Dear colleague,

Here are the sideband correlations worked through for your filtered transmon records.

**Problem.** A transmon decays into a cold line. Assumed inputs, typical of such devices: $\Gamma/2\pi=0.20$ MHz, anharmonicity $\alpha/2\pi=-300$ MHz, white pure dephasing $\gamma_\phi/2\pi=4$ kHz. Drive it with $\Omega/2\pi=8.0$ MHz at $\delta/2\pi=(\omega_L-\omega_0)/2\pi=+6.0$ MHz. Demodulate at each Mollow sideband, apply a Gaussian kernel $e^{-t^2/2\sigma^2}$ of power FWHM $B=4.0$ MHz, and remove amplifier noise from the moments. Find $g^{(2)}_{ab}(\tau)$ ($a$ first, $b$ a time $\tau$ later) for two levels without dephasing, then size the corrections.

**Dressed states.** With $H/\hbar=-\delta|e\rangle\langle e|+\tfrac{\Omega}{2}\sigma_x$, the splitting is $\Omega'/2\pi=\sqrt{\Omega^2+\delta^2}/2\pi=10.0$ MHz. The upper state is $|1\rangle=s|g\rangle+c|e\rangle$, the lower $|2\rangle=c|g\rangle-s|e\rangle$, with $c=\cos\theta$, $s=\sin\theta$, $\cos2\theta=-\delta/\Omega'=-0.6$, so $c^2=0.2$, $s^2=0.8$. Since $\langle2|\sigma_-|1\rangle=c^2$ and $\langle1|\sigma_-|2\rangle=-s^2$, the upper sideband ($+$, at $\omega_L+\Omega'$) is the jump $1\to2$ at $\Gamma c^4=2\pi\times8$ kHz, and the lower ($-$) is $2\to1$ at $\Gamma s^4=2\pi\times128$ kHz.

As $\Gamma/\Omega'=0.02$, populations decouple from coherences, and central-line photons leave them unchanged. Hence $\Gamma_{\rm pop}=\Gamma(c^4+s^4)=2\pi\times136$ kHz, $1/\Gamma_{\rm pop}=1.17\ \mu$s, $\pi_1=s^4/(c^4+s^4)=0.941$, $\pi_2=0.059$, $\pi_1/\pi_2=16$. Each sideband carries $\Gamma c^4\pi_1=4.7\times10^4$ s$^{-1}$ with FWHM $2\Gamma(\tfrac12+s^2c^2)=2\pi\times264$ kHz. The filter has $\sigma=\sqrt{\ln2}/(\pi B)=66$ ns and passes $3\times10^{-8}$ of the power at the drive frequency.

**Correlations.** A $+$ photon leaves the atom in $|2\rangle$, so $p_1(\tau)=\pi_1(1-e^{-\Gamma_{\rm pop}\tau})$ and $p_2=\pi_2+\pi_1e^{-\Gamma_{\rm pop}\tau}$. The next $+$ needs $|1\rangle$, the next $-$ needs $|2\rangle$. Dividing by the steady populations, and exchanging $1\leftrightarrow2$ when $-$ comes first,

$$g^{(2)}_{++}=g^{(2)}_{--}=1-e^{-\Gamma_{\rm pop}\tau},\quad g^{(2)}_{+-}=1+\frac{\pi_1}{\pi_2}e^{-\Gamma_{\rm pop}\tau},\quad g^{(2)}_{-+}=1+\frac{\pi_2}{\pi_1}e^{-\Gamma_{\rm pop}\tau}.$$

| $\tau$ | $g^{(2)}_{++}$ | $g^{(2)}_{+-}$ | $g^{(2)}_{-+}$ |
|---|---|---|---|
| extrapolated to 0 | 0 | 17 | 1.06 |
| 0.50 $\mu$s ($e^{-\Gamma_{\rm pop}\tau}=0.652$) | 0.35 | 11.4 | 1.04 |

The excess number of $-$ photons after a $+$ is $\Gamma s^4\pi_2\int_0^\infty(g^{(2)}_{+-}-1)\,d\tau=\pi_1^2=0.89$. In the reverse order it is $\pi_2^2=0.0035$, smaller by 256. The atom waits in the mostly-ground $|1\rangle$, emits $+$, then $-$. At $\delta=0$ both orders give $1+e^{-\Gamma\tau/2}$, and red detuning reverses the cascade.

**Filter.** For $\tau\gg\sigma$ each detection averages over a ket time and a bra time of spread $\sigma$. Relaxation runs from the later time of the first pair to the earlier of the second. To first order in $\Gamma\sigma$ this shortens $\tau$ by $2\sigma/\sqrt\pi=75$ ns, or $0.06/\Gamma_{\rm pop}$. At 0.50 $\mu$s expect $g^{(2)}_{++}=0.30$ and $g^{(2)}_{+-}=12.1$.

At $\tau=0$ the formulas fail. From $|1\rangle$ only the order $+,-$ is allowed, from $|2\rangle$ only $-,+$, and each order fills half of the double integral over the two identical kernels. Each amplitude halves, so to leading order in $\Gamma\sigma$

$$g^{(2)}_{+-}(0)=\frac14\left(\frac1{\pi_2}+\frac1{\pi_1}\right)=\frac{1}{4\pi_1\pi_2}=4.5 .$$

Fit delays beyond a few $\sigma$ and extrapolate.

**Other corrections, one at a time.** The ratio $\pi_1/\pi_2$ hangs on the small 8 kHz rate.

- Dephasing $\tfrac{\gamma_\phi}{2}\mathcal D[\sigma_z]$ ($1/\gamma_\phi=40\ \mu$s) adds $\tfrac{\gamma_\phi}{2}\sin^22\theta=2\pi\times1.28$ kHz in both directions. The formulas keep their form with the new rates, and the ratio falls to 13.9. What counts is the noise density at $\Omega'$.
- An assumed thermal occupation $\bar n=0.01$ of the line gives $[(1+\bar n)s^4+\bar nc^4]/[(1+\bar n)c^4+\bar ns^4]=13.8$.
- The third level raises it. Diagonalising $-\delta a^\dagger a+\tfrac\alpha2a^\dagger a^\dagger aa+\tfrac\Omega2(a+a^\dagger)$ on $g,e,f$ gives $|\langle1|a|2\rangle|^2/|\langle2|a|1\rangle|^2=17.5$.

The amplitude 16 is therefore the two-level model's number, and each of these three terms alone moves it to somewhere between 13.8 and 17.5. The order, upper photon first for blue detuning, survives them all.